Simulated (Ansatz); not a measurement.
## Cu(001): from terraces to steps

All numbers below come from DFT PBEsol, scalar-relativistic, plane waves, PAW (Ansatz 0.2.0).

Cutoff 420 eV, Γ-centred meshes of like density (3×14×1 for the 24-atom cell), Gaussian smearing of 0.10 eV, energies at zero smearing and 0 K, each start's symmetry kept, no spin polarisation.

A (001) slab of relaxed bulk Cu (Fm-3m, 11.31 Å³/atom, gap on the mesh 0.00 eV), 4 planes in a 6×1 cell with the lowest 2 held; added atoms sit on lattice sites of the next plane. A dipole correction is on. The surface energy is the mean of the held and the free face; step energies are per length and the mean of the stripe's two steps, which run along the shortest translation of the plane; step and island energies count from the flat slab and bulk atoms.

The flat slab gives a surface energy of 1.87 J/m² (116.5 meV/Å²); planes follow at h = 1.78 Å, and an atom takes 6.35 Å² of its plane.

Problem. Estimate the step energy β from the surface energy and compare with the stripes.

Solution. A step opens a strip of height h, so a first guess is γh = 116.5 × 1.78 = 208 meV/Å. Computed: 61 meV/Å for the stripe 2 surface cells wide, 56 meV/Å for the stripe 3 surface cells wide, 0.29 and 0.27 of the guess. The step costs less than a free strip of the same face. The two widths differ by 5 meV/Å (before rounding), from step–step interaction and confinement in so narrow a cell, or from the k mesh, which in a metal moves β by several meV/Å. A vicinal face tilted by θ holds tan θ/h steps per length, so its energy per terrace area is γ + (β/h) tan θ for far-apart steps, with β/h = 0.50 J/m².

Slabs of three or four planes are thin, so both faces still feel each other.

Small energy differences in metals hang on the k mesh (about 10 mJ/m² or 1 to 2 meV/atom on the mesh of the relaxation).

Cost: 3 runs of about 71 core-minutes in all, on Intel Xeon 6975P-C (Granite Rapids) (shared hosts).

Both stripes put the step at well under a third of the cost of a free strip, and broken bonds explain most of that. The guess treats the step as an upright wall added to an undiminished terrace. On an fcc (001) face, however, a step along the shortest translation is a small inclined facet with close-packed, hexagonal atomic order. An edge atom loses only one lateral neighbour relative to the terrace, while atoms at the foot of the step regain neighbours from the layer above. Simple pair counting therefore already gives a step energy far below γh. Relaxation and the smoothing of the electron density at the edge probably lower it somewhat further.

The positive step energies mean that, at 0 K, these stripes cost energy relative to the flat face, as expected for a low-index metal surface. The difference between the two widths doesn't establish a repulsion between steps. How readily the edges roughen with temperature remains open, since that depends on the kink energy, which straight steps don't provide.
